Dear colleague,

A wave driven at 27.12 MHz in a field of 3 mT (30 G) has about one third of the electron cyclotron frequency. That is high enough for electron inertia to matter, so the usual helicon formula $k k_z = e\mu_0 n\omega/B$ and the usual 19.5° guiding cone both need care in your oxygen source. Below I derive the whistler dispersion relation with inertia kept, take the helicon limit, work out where the energy goes, and then put in numbers.

## 1. Premises and conventions

Equations are in SI, $e>0$, and $T_e$ is in eV. The static field is $\mathbf B_0=B\hat{\mathbf z}$. Wave quantities vary as $\exp[i(\mathbf k\cdot\mathbf r-\omega t)]$ with $\omega>0$, and $\mathbf k=k(\sin\theta,0,\cos\theta)$ with $0\le\theta<90^\circ$. I define
$$\omega_{ce}=\frac{eB}{m_e},\qquad \omega_{pe}^2=\frac{n_ee^2}{\epsilon_0m_e},\qquad \delta=\frac{c}{\omega_{pe}},\qquad K=k\delta,\qquad w=\frac{\omega}{\omega_{ce}} .$$

The premises are:

1. The plasma and the field are uniform and unbounded, and the wave is linear.
2. Electrons form a cold fluid with a constant momentum-transfer frequency $\nu\ll\omega$.
3. Ions of either sign carry no wave current.
4. The displacement current is negligible.

Section 3 turns premises 3 and 4 into inequalities, and Section 7 deals with 1 and 2. By premise 3 the density that counts is $n_e$. Oxygen is electronegative, so $n_e$ lies below the positive-ion density that an ion saturation current reflects.

## 2. The dispersion relation

Let $\mathbf E$, $\mathbf b$ and $\mathbf J=-en_e\mathbf v$ be the wave fields and the electron current. The linearised momentum equation is $-i\omega m_e\mathbf v=-e(\mathbf E+\mathbf v\times\mathbf B_0)-m_e\nu\mathbf v$. Multiplying by $-en_e/m_e$ and writing $\tilde\omega=\omega+i\nu$ gives
$$-i\tilde\omega\,\mathbf J=\epsilon_0\omega_{pe}^2\mathbf E-\omega_{ce}\,\mathbf J\times\hat{\mathbf z}.\tag{1}$$
Faraday's law, and Ampère's law under premises 3 and 4, read
$$\mathbf k\times\mathbf E=\omega\mathbf b,\qquad i\mathbf k\times\mathbf b=\mu_0\mathbf J.\tag{2}$$
They imply $\mathbf k\cdot\mathbf b=0$ and $\mathbf k\cdot\mathbf J=0$. The electron flow is therefore incompressible at this order.

Now apply $i\mathbf k\times$ to (1), term by term. On the left, $i\mathbf k\times\mathbf J=-\mathbf k\times(\mathbf k\times\mathbf b)/\mu_0=k^2\mathbf b/\mu_0$, because $\mathbf k\cdot\mathbf b=0$. The field term gives $i\omega\epsilon_0\omega_{pe}^2\mathbf b$. In the last term, $\mathbf k\times(\mathbf J\times\hat{\mathbf z})=k_z\mathbf J-\hat{\mathbf z}(\mathbf k\cdot\mathbf J)=k_z\mathbf J$. Multiplying through by $i\mu_0\delta^2$ and using $\mu_0\epsilon_0\omega_{pe}^2=\delta^{-2}$,
$$(\omega+\tilde\omega k^2\delta^2)\,\mathbf b=\omega_{ce}k_z\delta^2\; i\mathbf k\times\mathbf b.\tag{3}$$
A scalar pressure gradient added to (1) would be parallel to $\mathbf k$ and would vanish in this step.

On vectors transverse to $\mathbf k$ the operator $i\mathbf k\times$ squares to $k^2$, so its eigenvalues are $\pm k$. For $\nu=0$ the left-hand bracket of (3) is positive and $k_z>0$, so only $+k$ admits real $k$. The eigenvector is $\mathbf b\propto\mathbf e_1+i\hat{\mathbf y}$ with $\mathbf e_1=(\cos\theta,0,-\sin\theta)$. The wave magnetic field is thus circularly polarised in the plane normal to $\mathbf k$ at every angle, and it turns in the right-handed sense about $\mathbf B_0$, as the electrons do. Equation (3) becomes
$$\omega(1+K^2)+i\nu K^2=\omega_{ce}K^2\cos\theta,\tag{4}$$
and without collisions
$$\boxed{\;\omega=\omega_{ce}\cos\theta\,\frac{k^2c^2}{\omega_{pe}^2+k^2c^2}\;}\qquad\text{or}\qquad K^2=\frac{w}{\cos\theta-w}.\tag{5}$$
Real $k$ needs $\cos\theta>w$. At the resonance cone, $\cos\theta_{\rm res}=w$, $k$ diverges; then $\mathbf k\times\mathbf E=\omega\mathbf b$ forces $\mathbf E$ along $\mathbf k$ and the wave is electrostatic. For real $\mathbf k$, (4) gives the amplitude damping rate
$$\gamma=-\operatorname{Im}\omega=\nu\frac{K^2}{1+K^2}=\frac{\nu w}{\cos\theta},\tag{6}$$
with $w$ formed from the real part of $\omega$.

## 3. What was dropped from Ampère's law

Far above all ion cyclotron frequencies the ions respond as unmagnetised particles, $\mathbf J_i=i\epsilon_0(\omega_{pi}^2/\omega)\mathbf E$. Here $\omega_{pi}^2=\mu\,\omega_{pe}^2$ and $\mu=\sum_j n_jm_e/(n_eM_j)$, summed over singly charged positive and negative ions alike. Ion and displacement current together are $-i\omega\epsilon_0\eta\mathbf E$ with $\eta=1-\omega_{pi}^2/\omega^2$.

Write the electron current as $-i\omega\epsilon_0\chi\mathbf E$. With $J_\pm=J_x\pm iJ_y$ one has $(\mathbf J\times\hat{\mathbf z})_\pm=\mp iJ_\pm$, so (1) at $\nu=0$ gives $\chi_\pm=-\omega_{pe}^2/[\omega(\omega\pm\omega_{ce})]$ and $\chi_z=-\omega_{pe}^2/\omega^2$. The diagonal elements of the full dielectric tensor are then
$$S=\eta+\tfrac12(\chi_++\chi_-)=\eta+\frac{\omega_{pe}^2}{\omega_{ce}^2-\omega^2},\qquad P=\eta-\frac{\omega_{pe}^2}{\omega^2}.$$
The divergence of the full Ampère law for $\mathbf E\parallel\mathbf k$ gives the cone as $S\sin^2\theta+P\cos^2\theta=0$, or $\tan^2\theta_{\rm res}=-P/S$. For $\eta=0$ this is $(1-w^2)/w^2$, in accord with $\cos\theta_{\rm res}=w$.

Since $\eta$ enters only on the diagonal, premises 3 and 4 hold when both of its terms are small against the electron parts of $S$ and $P$. For $\omega<\omega_{ce}$ this is ensured by
$$\omega_{pe}^2\gg\omega_{ce}^2,\qquad \omega^2\gg\omega_{LH}^2=\mu\,\omega_{ce}^2 .$$
The frequency $\omega_{LH}$ is the lower hybrid frequency of the dense plasma, the root of $S=0$ when $w\ll1$ and the unit term is dropped. There the cone opens to 90° and disappears. The condition on $\omega_{LH}$ is needed for oblique waves near the cone. For $\theta=0$ the ion term competes with $\chi_-\approx\omega_{pe}^2/\omega\omega_{ce}$, and $\omega\gg\mu\omega_{ce}$ is enough.

## 4. Helicon limit and the second branch

For $K^2\ll1$ the denominator of (5) is $\omega_{pe}^2$, and $\omega=\omega_{ce}kk_z\delta^2$. Since $\delta^{-2}=\mu_0n_ee^2/m_e$, the electron mass cancels:
$$kk_z=\frac{e\mu_0n_e\omega}{B}.\tag{7}$$
The current is then carried by the $\mathbf E\times\mathbf B_0$ drift and by free flow along $\mathbf B_0$. By (5) the condition $K^2\ll1$ means $\omega\ll\omega_{ce}\cos\theta$, which is stricter than $\omega\ll\omega_{ce}$. Written as $kk_z=(e\mu_0n_e\omega/B)(1+K^2)$, equation (5) shows the price: a density inferred from $k$ and $k_z$ through (7) exceeds the true one by the factor
$$\frac{n_{(7)}}{n_e}=1+K^2=\frac{1}{1-w/\cos\theta}.\tag{8}$$

An antenna fixes $k_z$ rather than $\theta$. With $K_z=k_z\delta$, (5) is the quadratic $wK^2-K_zK+w=0$, so
$$K_\pm=\frac{K_z\pm\sqrt{K_z^2-4w^2}}{2w},\qquad K_+K_-=1.$$
The root $K_-<1$ is the helicon branch and tends to (7) for $K_z\gg 2w$. The root $K_+>1$ is the Trivelpiece–Gould branch and tends to the resonance cone. They merge at $K=1$, $K_z=2w$, that is at $\cos\theta=2w$. The helicon branch has real $k_x$ only if $K_-\ge K_z$, and equality is the $\theta=0$ case of (5). For $w<1/2$ it therefore propagates in the window
$$2w\le k_z\delta\le\sqrt{w/(1-w)}.\tag{9}$$
Because $\delta^{-2}\propto n_e$, the densities at the two ends differ at fixed $k_z$ by the factor $1/[4w(1-w)]$.

## 5. Group velocity

In polar coordinates of $\mathbf k$ space, $\mathbf v_g=\hat{\mathbf k}\,\partial_k\omega+\hat{\boldsymbol\theta}\,k^{-1}\partial_\theta\omega$. Logarithmic differentiation of (5) gives $\partial\ln\omega/\partial\ln k=2/(1+K^2)=2(1-w/\cos\theta)$ and $\partial_\theta\ln\omega=-\tan\theta$. Hence
$$\mathbf v_g=\frac{\omega}{k}\left[2\Big(1-\frac{w}{\cos\theta}\Big)\hat{\mathbf k}-\tan\theta\,\hat{\boldsymbol\theta}\right].\tag{10}$$

For parallel propagation $\omega/k=\omega_{ce}\delta\sqrt{w(1-w)}$, and
$$v_g(\theta=0)=2\omega_{ce}\delta\,w^{1/2}(1-w)^{3/2}.\tag{11}$$
Its logarithmic derivative, $1/(2w)-3/[2(1-w)]$, falls through zero at $w=1/4$. At fixed $B$ and $n_e$ the group velocity therefore peaks at $\omega=\omega_{ce}/4$, where $K^2=1/3$, with the value $(3\sqrt3/8)\,\omega_{ce}\delta=0.650\,\omega_{ce}\delta$. The phase velocity peaks later, at $w=1/2$, where the two velocities are equal. The helicon limit keeps only $2\omega_{ce}\delta\sqrt w$ and has no maximum.

The value 1/4 belongs to $\theta=0$. With $\hat{\mathbf k}=(\sin\theta,0,\cos\theta)$ and $\hat{\boldsymbol\theta}=(\cos\theta,0,-\sin\theta)$, equation (10) has the components
$$v_{gx}=\frac{\omega}{k}\tan\theta\,(\cos\theta-2w),\qquad v_{gz}=\frac{\omega}{k}\,\frac{1+\cos^2\theta-2w\cos\theta}{\cos\theta}.\tag{12}$$
Put $y=w/\cos\theta$, so that $\omega/k=\omega_{ce}\delta\cos\theta\sqrt{y(1-y)}$ and $v_{gz}=\omega_{ce}\delta\sqrt{y(1-y)}\,[1+(1-2y)\cos^2\theta]$. Setting the $y$ derivative to zero gives $8y^2\cos^2\theta-(2+8\cos^2\theta)y+1+\cos^2\theta=0$. The smaller root puts the peak of $v_{gz}$ at $w=0.24$ for $\theta=30^\circ$ and at $w=0.19$ for $60^\circ$.

## 6. The ray angle

Let $\psi$ be the angle from $\mathbf B_0$ to $\mathbf v_g$, positive on the side of $\mathbf k$. From (12),
$$\tan\psi=\frac{\sin\theta\,(\cos\theta-2w)}{1+\cos^2\theta-2w\cos\theta}.\tag{13}$$

**Helicon limit.** For $w\ll\cos\theta$, dividing above and below by $\cos^2\theta$ gives $\tan\psi=t/(2+t^2)$ with $t=\tan\theta$. The derivative is proportional to $2-t^2$, so the maximum lies at $t=\sqrt2$, $\theta=54.7^\circ$, where $\tan\psi=1/\sqrt8$. A right triangle with legs 1 and $\sqrt8$ has hypotenuse 3, so
$$\psi_S=\arcsin\tfrac13=19.5^\circ .$$
This is the Storey angle (Storey, 1953). It depends on neither density, field nor frequency, because in this limit $\omega\propto kk_z$ and the shape of the surface $\omega=$ const is fixed.

**Finite $w$.** Equation (10) says that $\mathbf v_g$ is turned from $\mathbf k$ towards $\mathbf B_0$ by an angle $\alpha$ with $\tan\alpha=\sin\theta/[2(\cos\theta-w)]$, and $\psi=\theta-\alpha$. Differentiating at fixed $w$ gives $d\alpha/d\theta=2(1-w\cos\theta)/\Delta$ with $\Delta=4(\cos\theta-w)^2+\sin^2\theta$, so
$$\frac{d\psi}{d\theta}=\frac{3\cos^2\theta-6w\cos\theta+4w^2-1}{\Delta}.$$
The numerator vanishes at $\cos\theta=w\pm u$ with $u=\sqrt{(1-w^2)/3}$. The lower root lies beyond the resonance cone. The upper root, $\cos\theta_*=w+u$, is below 1 when $w<1/2$. So $\psi$ rises from zero to a single maximum at $\theta_*$ and then falls monotonically. Using $w^2+3u^2=1$, the denominator of (13) at $\theta_*$ is $4u^2$ and $\sin^2\theta_*=2u(u-w)$, which gives
$$\tan\psi_{\max}=\frac{1}{\sqrt8}\left(1-\frac{\sqrt3\,w}{\sqrt{1-w^2}}\right)^{3/2}.\tag{14}$$
This starts at the Storey value and decreases with $w$. Past the maximum, $\psi$ crosses zero at the Gendrin angle $\cos\theta_G=2w$, the point where the two branches of Section 4 merge; there $v_g=\omega_{ce}\delta/2$ along $\mathbf B_0$. On the Trivelpiece–Gould side the ray lies across the field line from $\mathbf k$. At the cone (13) gives $\tan\psi=-w/\sqrt{1-w^2}$, so $\psi=-\arcsin w$ and $\mathbf v_g\perp\mathbf k$.

All rays therefore lie in a cone of half-angle $\max(\psi_{\max},\arcsin w)$. The two candidates are equal when $T=w/\sqrt{1-w^2}$ solves $\sqrt8\,T=(1-\sqrt3T)^{3/2}$. The left side rises and the right side falls, and $T=1/\sqrt{27}$ satisfies it, so the cone is narrowest, $10.9^\circ$, at $w=1/\sqrt{28}=0.189$. It follows that the bound $|\psi|\le\arcsin(1/3)$ holds for every $w\le1/3$ and fails above. It is approached by the helicon branch only as $w\to0$.

## 7. Range of validity

- **Frequency and density.** Equation (5) needs $\omega_{LH}\ll\omega<\omega_{ce}\cos\theta$ and $\omega_{pe}\gg\omega_{ce}$. Equation (7) needs in addition $\omega\ll\omega_{ce}\cos\theta$, with the relative defect $K^2$ of (8).
- **Collisions.** At fixed real direction, (4) gives $K^2=w/(\cos\theta-w-i\nu/\omega_{ce})$. The cone is blurred over $\Delta\theta\approx\nu/(\omega_{ce}\sin\theta_{\rm res})$. Outside that band, to first order in $\nu$, the amplitude decays along the ray over $L=|\mathbf v_g|/\gamma$.
- **Temperature.** With $v_t=\sqrt{2eT_e/m_e}$ and $\langle v_z^2\rangle=v_t^2/2$, define $\zeta_0=\omega/k_zv_t$ and $\zeta_1=(\omega_{ce}-\omega)/k_zv_t$. The Doppler shift replaces $\omega^{-2}$ in $\chi_z$ by $\langle(\omega-k_zv_z)^{-2}\rangle\approx\omega^{-2}(1+3/2\zeta_0^2)$. For a parallel wave it multiplies $\chi_-$ by $1+1/2\zeta_1^2$. Landau and cyclotron damping of a Maxwellian scale as $e^{-\zeta_0^2}$ and $e^{-\zeta_1^2}$, and gyroradius corrections as $(k_x\rho_e)^2$ with $\rho_e=v_t/\omega_{ce}$. The scalar-pressure part of these corrections cancels in (3), so $3/2\zeta_0^2$ is an estimate of scale for oblique waves and no computed shift.
- **Geometry.** Rays have meaning only where $B$ and $n_e$ vary little over a wavelength. In a narrow source tube (5) survives as the relation obeyed by the plane waves that build a uniform-column eigenmode, while the transverse wavenumbers and the mix of branches are set by the wall.

## 8. Numbers for 27.12 MHz, 3 mT, oxygen

Frequency and field alone give $f_{ce}=84.0$ MHz and $w=0.323$. The other inputs are assumed, and chosen as typical of an oxygen etch or ash source at a few mTorr: $n_e=1\times10^{11}$ cm$^{-3}$, O$_2^+$ (32 u) at $1.5\,n_e$, O$^-$ (16 u) at $0.5\,n_e$, $T_e=3$ eV and $\nu=1\times10^7$ s$^{-1}$. All results below are the model's, computed without intermediate rounding.

**Premises 3 and 4.** One finds $f_{pe}=2.84$ GHz, $\delta=1.68$ cm, $\mu=4.3\times10^{-5}$ and $f_{LH}=0.55$ MHz. The small parameters are $(\omega_{ce}/\omega_{pe})^2=8.7\times10^{-4}$ and $(\omega_{LH}/\omega)^2=4.1\times10^{-4}$. The dropped term is $\eta=0.53$, against $1.28\times10^3$ for the electron part of $S$. Equation (5) is safe on this side.

**Angles.** These depend on $w$ only: $\theta_*=29.6^\circ$, $\psi_{\max}=5.3^\circ$, $\theta_G=49.8^\circ$, $\theta_{\rm res}=71.2^\circ$ and $\arcsin w=18.8^\circ$. In the table $\lambda=2\pi/k$, and $\psi_h$ is the helicon-limit angle from $t/(2+t^2)$.

| $\theta$ | $K$ | $\lambda$ (cm) | $\psi$ | $\psi_h$ | $v_g$ ($10^6$ m/s) | $L$ (m) |
|---|---|---|---|---|---|---|
| 0° | 0.69 | 15.3 | 0 | 0 | 5.6 | 1.7 |
| 30° | 0.77 | 13.7 | 5.3° | 13.9° | 5.1 | 1.4 |
| $\theta_G$ | 1.00 | 10.6 | 0 | 19.2° | 4.4 | 0.89 |
| 60° | 1.35 | 7.8 | −7.8° | 19.1° | 4.0 | 0.61 |
| 65° | 1.80 | 5.9 | −12.6° | 18.0° | 3.5 | 0.46 |

The helicon branch, $\theta<\theta_G$, is guided to within 5.3°, far more tightly than the Storey angle suggests. A wide cone near 19° would be the resonance cone, which happens to lie close to $\psi_S$ because $w$ is close to 1/3. The two coincide at $B=2.91$ mT, and at lower field the Storey bound is broken.

**Helicon formula.** Equation (7) gives $kk_z=1.14\times10^3$ m$^{-2}$, hence $\lambda=18.6$ cm at $\theta=0$, which is 22 % longer than the 15.3 cm of (5). Its group velocity, $10.1\times10^6$ m/s, is 1.8 times that of (11). The peak of (11) lies at 21.0 MHz with $5.8\times10^6$ m/s, so the drive frequency is just past it. The window (9) runs from $k_z=38.4$ to $41.1$ m$^{-1}$, or from 16.3 to 15.3 cm in axial wavelength, and spans a density ratio of only 1.14 at fixed $k_z$.

**Neglected terms.** Collisions have $\nu/\omega=0.059$ and blur the cone by $1.1^\circ$; at 65° the ratio of $\nu/\omega_{ce}$ to $\cos\theta-w$ is already 0.19. At $\theta=0$, $\zeta_0=4.0$ and $\zeta_1=8.5$, so the thermal change of $\chi_-$ is 0.7 %. At 65°, $\zeta_0=3.7$, $3/2\zeta_0^2=0.11$, and $k_x\rho_e=0.19$ with $\rho_e=1.9$ mm. On the cone $\tan^2\psi=-S/P$, so a relative change of 0.11 in $P$ moves $|\psi|$ by $\tfrac12(0.11)\sin\psi\cos\psi$ in radians, about $1.0^\circ$. Both blurs exceed the $0.6^\circ$ between $\arcsin w$ and $\psi_S$, so whether the outermost rays fall inside or outside the Storey cone is not decided at this field. The last digit of the oblique table entries is a property of the cold model only.

Two cautions on comparing with a probe scan. Wavelengths of 10 to 20 cm are typical of such sources, but so are tube radii of 5 to 10 cm, so the ray picture applies at best in the wider chamber downstream. The lengths $L$ contain collisions only. Wave fields in low-field sources typically decay over a few tens of centimetres, so the parallel value of 1.7 m is probably long by a factor of several. Conversion to the Trivelpiece–Gould branch at the edge, field divergence and a fast-electron tail near the parallel phase velocity, which corresponds to 49 eV, all act in that direction.

The most robust result is (8), since it needs only $w$ and $\theta$. At 3 mT a density taken from (7) is too high by the model's factor 1.48 for a parallel wave, rising to 2 at the Gendrin angle. At 27.12 MHz the parallel bias drops below 10 % only for $w<1/11$, that is above 10.7 mT.